**Band levels of cubic SiC along Γ–L, Γ–K and Γ–X**

The table holds the four valence and two lowest conduction Kohn-Sham levels of zincblende SiC at seven k-points of one ABINIT run (LDA, PAW, no spin-orbit coupling), counted from the valence top. The program tests a free-electron parabola against s hopping on the carbon sublattice for the lowest band, a cubic $3\times3$ k·p form for the valence top, an empty-lattice mean for four levels on Γ–X, and a parabola about X for the conduction valley. The parabola with a mass of about 1.2 $m_e$ follows the lowest band better than carbon–carbon hopping and overshoots near the zone faces. The k·p form, with constants from one row and the level assignment chosen on two others, gives roughly the anisotropy of the valence pair (2.65 against 2.40) but overestimates the drops. The mean of the four levels tracks the empty lattice on Γ–X but not at Γ, and the conduction edge is estimated at 1.32 eV, slightly under the 1.382 eV found on the mesh.

ABINIT 10.8.3 plane-wave DFT calculation of zincblende SiC (F-43m, two-atom cell) with the LDA and JTH PAW LDA v2.0 datasets, without spin polarisation or spin-orbit coupling. The wave cutoff is 544.228 eV, the k mesh 13×13×13 and the Fermi-Dirac smearing 0.05 eV. Levels are counted from the valence top, and the third coordinate of each point (point c) is 0.

## Numerical check

```python
# Table: Kohn-Sham levels (eV, zero at valence top) of zincblende SiC at 7 k-points; ABINIT, LDA, PAW, no spin-orbit.
# Tested: parabola vs fcc s hopping (lowest band), cubic k.p (valence top), empty-lattice mean and valley parabola on Gamma-X.
T = {
    'point_a': [0.0, 0.2308, 0.3846, -0.0769, 0.2308, 0.3077, 0.4615],  # reciprocal cell vector
    'point_b': [0.0, 0.0, 0.0, 0.0769, 0.2308, 0.3077, 0.4615],  # reciprocal cell vector
    'level_point': [1, 2, 3, 4, 5, 6, 7],  # row
    'level_under_4': [-15.348, -14.321, -12.664, -15.039, -13.976, -12.951, -10.505],  # eV
    'level_under_3': [0.0, -3.844, -7.232, -1.284, -2.941, -4.493, -7.558],  # eV
    'level_under_2': [0.0, -0.555, -0.968, -0.619, -1.774, -2.451, -3.187],  # eV
    'level_under_1': [0.0, -0.555, -0.968, -0.041, -1.774, -2.451, -3.187],  # eV
    'level_over_1': [6.23, 5.992, 5.488, 6.684, 4.301, 2.963, 1.382],  # eV
    'level_over_2': [7.161, 7.807, 7.363, 7.111, 6.554, 5.4, 4.233],  # eV
}
import numpy as np
from scipy.constants import hbar, m_e, e
A = lambda key: np.array(T[key], float)
pa, pb = np.round(13*A('point_a'))/13, np.round(13*A('point_b'))/13  # exact fractions of the 13-mesh
v4, v3, v2, v1, c1, c2 = [A('level_'+s) for s in ('under_4', 'under_3', 'under_2', 'under_1', 'over_1', 'over_2')]
a = 3.082*np.sqrt(2)                            # cell edge 3.082 A, output of the same run
vbm, ef, kT = 7.670305, 8.37862, 0.05           # outputs and setting of the same run, eV
U = hbar**2*(2*np.pi/(a*1e-10))**2/(2*m_e)/e
k = np.outer(pa, [-1, 1, 1]) + np.outer(pb, [1, -1, 1])  # units of 2pi/a
k2 = (k**2).sum(1); free = U*k2
name = ['Gamma', 'to L', 'to L', 'to K', 'to X', 'to X', 'to X']
end = np.sqrt([1, .75, .75, 1.125, 1, 1, 1])
print(f"a = {a:.3f} A, U = {U:.3f} eV; table rounding 0.0005 eV per level; cell-edge rounding {2*0.0005/3.082*100:.2f}% of U")
rise = v4 - v4[0]; c = np.cos(np.pi*k)
hop = U*(3 - c[:, 0]*c[:, 1] - c[:, 1]*c[:, 2] - c[:, 0]*c[:, 2])/np.pi**2
f = [1, 3, 4]                                   # rows 2, 4, 5: far from the zone faces
s = free[f]@rise[f]/(free[f]@free[f]); t = hop[f]@rise[f]/(hop[f]@hop[f])
print(f"Lowest band, fit to rows 2,4,5: parabola s = {s:.3f} (mass {1/s:.2f} m_e); hopping scale {t:.3f}")
print("row, direction, fraction, free energy eV, rise eV, rise/free, table-parabola eV, table-hopping eV")
for i in range(1, 7):
    print(f" {i+1} {name[i]} {np.sqrt(k2[i])/end[i]:.2f} {free[i]:.3f} {rise[i]:.3f} {rise[i]/free[i]:.3f} {rise[i]-s*free[i]:+.3f} {rise[i]-t*hop[i]:+.3f}")
print(f"valence width at Gamma {v1[0]-v4[0]:.3f} eV")
for i, G in ((2, [-1, 1, 1]), (6, [0, 0, 2])):
    d = s*U*(((k[i]-np.array(G))**2).sum() - k2[i]); sp = v3[i]-v4[i]
    print(f"row {i+1}: split of bands 1,2 {sp:.3f} eV; kinetic part (scaled by s) {d:.2f}; rough two-wave gap {np.sqrt(sp**2-d**2):.1f} eV")
w = -np.array([v3[3], v2[3], v1[3]])/free[3]
print("Valence top, row 4 drops/free energy: %.2f %.2f %.2f; finite-k masses %.2f %.2f %.0f m_e" % (*w, *(1/w)))
print(f" rounding of the flattest level is {0.0005/abs(v1[3])*100:.1f}% of its drop")
obs = -np.array([v3[1], v1[1], v3[4], v1[4]])
print(" table drops eV (row 2 single, pair; row 5 single, pair): %.3f %.3f %.3f %.3f" % tuple(obs))
rms = []
for j in range(3):
    M = w[j]; hi, lo = np.delete(w, j); L = hi+lo-M; N = hi-lo
    p = np.array([(L+2*M+2*N)/3*free[1], (L+2*M-N)/3*free[1], L*free[4], M*free[4]])
    rms.append(np.sqrt(np.mean((p-obs)**2)))
    print(f" M = {M:.2f}, L = {L:.2f}, N = {N:.2f}: predicted " + " ".join(f"{x:.2f}" for x in p) + f"; rms {rms[-1]:.2f} eV")
    if j == 1:
        print("  table/predicted " + " ".join(f"{x:.2f}" for x in obs/p) + f"; pair curvature X/L: model {3*M/(L+2*M-N):.2f}, table {obs[3]/free[4]/(obs[1]/free[1]):.2f}")
print("Gamma-X: mean of pair and two empty levels above band bottom eV, U*q^2 eV, ratio")
mean = (v2+v1+c1+c2)/4 - v4[0]; q = U*(2+(1-k[:, 2])**2)
for i in (0, 4, 5, 6):
    print(f" row {i+1}: {mean[i]:.3f} {q[i]:.3f} {mean[i]/q[i]:.3f}")
print(f" fall row 5 to 7 eV: mean {mean[4]-mean[6]:.3f}, empty lattice {q[4]-q[6]:.3f}, pair {v1[4]-v1[6]:.3f}, over 1 {c1[4]-c1[6]:.3f}, over 2 {c2[4]-c2[6]:.3f}")
print("direct gaps eV, rows 1-7: " + " ".join(f"{x:.3f}" for x in c1-v1))
print("over 2 minus over 1 eV, rows 1-7: " + " ".join(f"{x:.3f}" for x in c2-c1))
print("over 1 above row 7 eV, rows 1-6: " + " ".join(f"{x:.3f}" for x in (c1-c1[6])[:6]))
print("over 1 relative to Gamma eV, rows 2-7: " + " ".join(f"{x:+.3f}" for x in (c1-c1[0])[1:]))
print(f"gap on mesh {c1.min()-v1.max():.3f} eV; smallest direct minus indirect {(c1-v1).min()-c1.min()+v1.max():.3f} eV")
x2 = (1-k[:, 2])**2
for i, o in ((5, 4), (4, 5)):
    cu = (c1[i]-c1[6])/(x2[i]-x2[6]); ex = c1[6]-cu*x2[6]
    print(f"parabola about X, rows {i+1},7: edge {ex:.2f} eV, mesh misses {c1[6]-ex:.3f} eV, mass {U/cu:.2f} m_e, table-model row {o+1} {c1[o]-ex-cu*x2[o]:+.2f} eV")
print(f"Fermi energy {ef-vbm:.3f} eV above valence top, mid-gap {c1.min()/2:.3f} eV; edge occupation about {np.exp(-c1.min()/2/kT):.0e}")
assert all(v2[i] == v1[i] for i in (0, 1, 2, 4, 5, 6)) and v3[3] < v2[3] < v1[3]
assert c1[0] > c1[4] > c1[5] > c1[6] and np.argmin(c1) == 6 and np.argmin(c1-v1) == 6
assert all(abs(rise[i]-s*free[i]) < abs(rise[i]-t*hop[i]) for i in (2, 5, 6))
assert np.argmin(rms) == 1 and all(0.9 < mean[i]/q[i] < 1.0 for i in (4, 5, 6))
```

Printed output:

```
a = 4.359 A, U = 7.917 eV; table rounding 0.0005 eV per level; cell-edge rounding 0.03% of U
Lowest band, fit to rows 2,4,5: parabola s = 0.813 (mass 1.23 m_e); hopping scale 0.967
row, direction, fraction, free energy eV, rise eV, rise/free, table-parabola eV, table-hopping eV
 2 to L 0.46 1.265 1.027 0.812 -0.002 +0.003
 3 to L 0.77 3.514 2.684 0.764 -0.174 +0.648
 4 to K 0.21 0.375 0.309 0.824 +0.004 -0.036
 5 to X 0.46 1.687 1.372 0.813 +0.000 +0.007
 6 to X 0.62 2.998 2.397 0.799 -0.041 +0.294
 7 to X 0.92 6.746 4.843 0.718 -0.644 +1.784
valence width at Gamma 15.348 eV
row 3: split of bands 1,2 5.432 eV; kinetic part (scaled by s) 4.46; rough two-wave gap 3.1 eV
row 7: split of bands 1,2 2.947 eV; kinetic part (scaled by s) 1.98; rough two-wave gap 2.2 eV
Valence top, row 4 drops/free energy: 3.43 1.65 0.11; finite-k masses 0.29 0.61 9 m_e
 rounding of the flattest level is 1.2% of its drop
 table drops eV (row 2 single, pair; row 5 single, pair): 3.844 0.555 2.941 1.774
 M = 3.43, L = -1.66, N = 1.54: predicted 3.49 1.54 -2.81 5.78; rms 3.54 eV
 M = 1.65, L = 1.88, N = 3.32: predicted 4.98 0.79 3.18 2.79; rms 0.78 eV
  table/predicted 0.77 0.70 0.93 0.64; pair curvature X/L: model 2.65, table 2.40
 M = 0.11, L = 4.97, N = 1.77: predicted 3.68 1.44 8.38 0.18; rms 2.87 eV
Gamma-X: mean of pair and two empty levels above band bottom eV, U*q^2 eV, ratio
 row 1: 18.696 23.752 0.787
 row 5: 17.175 18.131 0.947
 row 6: 16.213 17.006 0.953
 row 7: 15.158 15.882 0.954
 fall row 5 to 7 eV: mean 2.016, empty lattice 2.249, pair 1.413, over 1 2.919, over 2 2.321
direct gaps eV, rows 1-7: 6.230 6.547 6.456 6.725 6.075 5.414 4.569
over 2 minus over 1 eV, rows 1-7: 0.931 1.815 1.875 0.427 2.253 2.437 2.851
over 1 above row 7 eV, rows 1-6: 4.848 4.610 4.106 5.302 2.919 1.581
over 1 relative to Gamma eV, rows 2-7: -0.238 -0.742 +0.454 -1.929 -3.267 -4.848
gap on mesh 1.382 eV; smallest direct minus indirect 3.187 eV
parabola about X, rows 6,7: edge 1.32 eV, mesh misses 0.066 eV, mass 0.71 m_e, table-model row 5 -0.24 eV
parabola about X, rows 5,7: edge 1.32 eV, mesh misses 0.061 eV, mass 0.77 m_e, table-model row 6 +0.12 eV
Fermi energy 0.708 eV above valence top, mid-gap 0.691 eV; edge occupation about 1e-06
```
